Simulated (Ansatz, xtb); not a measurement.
# Relative energy of two isomers of C3H5NSeSi

Structure I is `[SiH3]c1cn[se]c1`, a singlet and structure II is `N#C[C@@H]1C[Se][SiH2]1`, a singlet. Both are isolated molecules in the gas phase, relaxed with B3LYP-D3(BJ)/def2-SVP.

Quicker runs give these differences E(II) − E(I): GFN2-xTB +0.121 eV; HF/STO-3G −1.292 eV (at GFN2-xTB geometries); r2SCAN-D4/def2-SVP −0.404 eV (at GFN2-xTB geometries).

Question: Which of the two would you expect CCSD(T)/def2-SVP + ΔMP2/def2-TZVPP electronic energies to favour?

Answer: Structure II; the calculation gives E(II) − E(I) = −0.603 eV.

How the difference moves with the method:

| level | geometry | E(II) − E(I) (eV) | departure from the last row (eV) | job, with rough time for the two |
| --- | --- | --- | --- | --- |
| GFN2-xTB | GFN2-xTB | +0.121 | +0.724 | optimisation, 0.24 s |
| HF/STO-3G | GFN2-xTB | −1.292 | −0.689 | single point, 0.48 s |
| r2SCAN-D4/def2-SVP | GFN2-xTB | −0.404 | +0.199 | single point, 3.7 s |
| B3LYP-D3(BJ)/def2-SVP | B3LYP-D3(BJ)/def2-SVP | −0.514 | +0.088 | optimisation, 63 s |
| HF/def2-SVP | B3LYP-D3(BJ)/def2-SVP | −1.111 | −0.509 | part of the CCSD(T) run |
| MP2/def2-SVP | B3LYP-D3(BJ)/def2-SVP | −0.774 | −0.171 | part of the CCSD(T) run |
| CCSD(T)/def2-SVP | B3LYP-D3(BJ)/def2-SVP | −0.774 | −0.171 | single point |
| CCSD(T)/def2-SVP + ΔMP2/def2-TZVPP | B3LYP-D3(BJ)/def2-SVP | −0.603 |  | single point, 51 s |

As drawn, II has 1 C≡N, 2 C–C, 1 C–Se, 1 Se–Si, 1 C–H in place of 2 C∷C, 1 C∷N, 1 N∷Se, 1 C∷Se, 1 Si–H (∷ is an aromatic bond). Structure I has a 5-membered ring (with an aromatic ring), II a 4-membered ring.

GFN2-xTB puts the two in the other order. The largest departure from CCSD(T)/def2-SVP + ΔMP2/def2-TZVPP is that of GFN2-xTB, 0.724 eV. The last row adds to CCSD(T) the change of the MP2 difference between the two basis sets, here +0.171 eV, a large step that makes the value less sure.

With thermal terms from frequencies at re-optimised GFN2-xTB minima (ideal gas, soft modes damped towards free rotors, one conformer each, 298.15 K, 1 atm): the zero-point term adds +0.092 eV; ΔH is −0.506 and ΔG −0.517 eV.

The correlated steps freeze 18 core orbitals; the filled d shell of Se is correlated, in a basis made for valence electrons. Mirror images aren't counted in ΔG. Programs: Ansatz 0.2.0, xtb 6.7.1; the last row on 4 threads of Arm Neoverse V1 on a shared host.

Isomer II lies lower at every level except GFN2-xTB, and the preference survives the thermal terms, with ΔG at −0.517 eV. The main reason is probably the bond exchange: II gives up the weak N–Se bond and gains a strong nitrile triple bond, while a Si–H bond is traded for a stronger C–H bond. Together these outweigh the lost aromaticity of the isoselenazole ring and the strain of the four-membered ring, which the long, easily bent bonds at Se and Si help to moderate.

Hartree–Fock exaggerates the preference. In the same basis, correlation moves the difference from −1.111 to −0.774 eV, which suggests that it stabilises the delocalised π system and the electron-rich N–Se bond of I more than the localised bonds of II. MP2 and CCSD(T) coincide there, so correlation beyond second order largely cancels between the isomers. The energies say nothing about the barrier between them, so I could still be kinetically persistent.
